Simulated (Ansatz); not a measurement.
# KTaO3: the change of pressure and largest V_zz with volume scale

Results calculated with Ansatz 0.2.0, not measured. Periodic Kohn-Sham DFT of a crystal at fixed atoms, scaled to volume_scale times the given cell; pressure positive in compression, energy less spherical unpolarised free atoms, largest_vzz the field gradient of largest size among the nuclei.

The cell before it is scaled or strained (space group Pm-3m, No. 221):
```
CELL_PARAMETERS angstrom
3.98830 0.00000 0.00000
0.00000 3.98830 0.00000
0.00000 0.00000 3.98830
ATOMIC_POSITIONS crystal
K 0.50000 0.50000 0.50000
Ta 0.00000 0.00000 0.00000
O 0.50000 0.00000 0.00000
O 0.00000 0.50000 0.00000
O 0.00000 0.00000 0.50000
```

Settings of every row: method all-electron PAW; functional LDA; relativity scalar; k mesh 5x5x5; filling fermi-dirac; smearing width 0.01 eV; nucleus gaussian.

Atom start moment: 0 on all atoms.

Limits: field gradient without spin-orbit coupling on heavy atoms; no spin-orbit coupling on heavy atoms.

```csv
row,volume scale,V (Å³/atom),pressure (GPa),largest V_zz (1e21 V/m^2)
1,0.94,11.927,8.126,0.79
2,0.96,12.18,3.056,1.098
3,0.98,12.434,-1.479,1.396
4,0.99,12.561,-3.563,1.541
5,1,12.688,?,?
6,1.01,12.815,-7.399,1.824
7,1.02,12.942,-9.161,1.962
8,1.04,13.196,-12.401,2.232
9,1.06,13.449,-15.295,2.493
```

Question: what pressure and largest V_zz should row 5 give?

Worked fit of pressure. Take u = (V_r/V)^(2/3) − 1 with V_r = 12.688 Å³ an atom, which is twice the finite (Eulerian) strain; such expansions in the strain, on which the Birch-Murnaghan equation of state is built, carry the rest volume and the bulk modulus. The shown rows have u = 0.0421, 0.02762, 0.01357, 0.00673, -0.00662, -0.01313, -0.02583, -0.03809. Least squares give pressure = −5.5349 + 287.015 × u + 846.58 × u² + 1018 × u³ GPa; a parabola predicts inner rows, each left out in turn, worse (root mean square 0.017 against 0.0035 GPa). The rows lie off it by 0.001, -0.004, 0.003, 0.002, -0.001, -0.001, 0.000, 0.000. The pressure vanishes at u = 0.0183, or V = 12.35 Å³ an atom, and there the bulk modulus at fixed shape and fractions is B = −V dP/dV = (2/3)(1 + u) dP/du = 217 GPa. The withheld row has u = 0, so the fit gives −5.5349 + 287.015 × (0) + 846.58 × (0)² + 1018 × (0)³ = -5.535 GPa.

The calculation gave -5.535 GPa. The fit meets it to the printed digit.

Worked fit of largest V_zz. Take t = volume scale − 1. The shown rows have t = -0.06, -0.04, -0.02, -0.01, 0.01, 0.02, 0.04, 0.06. Least squares give largest V_zz = 1.6837 + 14.183 × t − 11.71 × t² 1e21 V/m^2; a straight line predicts inner rows, each left out in turn, worse (root mean square 0.013 against 0.00062 1e21 V/m^2). The rows lie off it by -0.001, 0.000, 0.001, 0.000, 0.000, -0.001, 0.000, 0.000. The withheld row has t = 0, so the fit gives 1.6837 + 14.183 × (0) − 11.71 × (0)² = 1.684 1e21 V/m^2.

The calculation gave 1.684 1e21 V/m^2. The fit meets it to the printed digit.
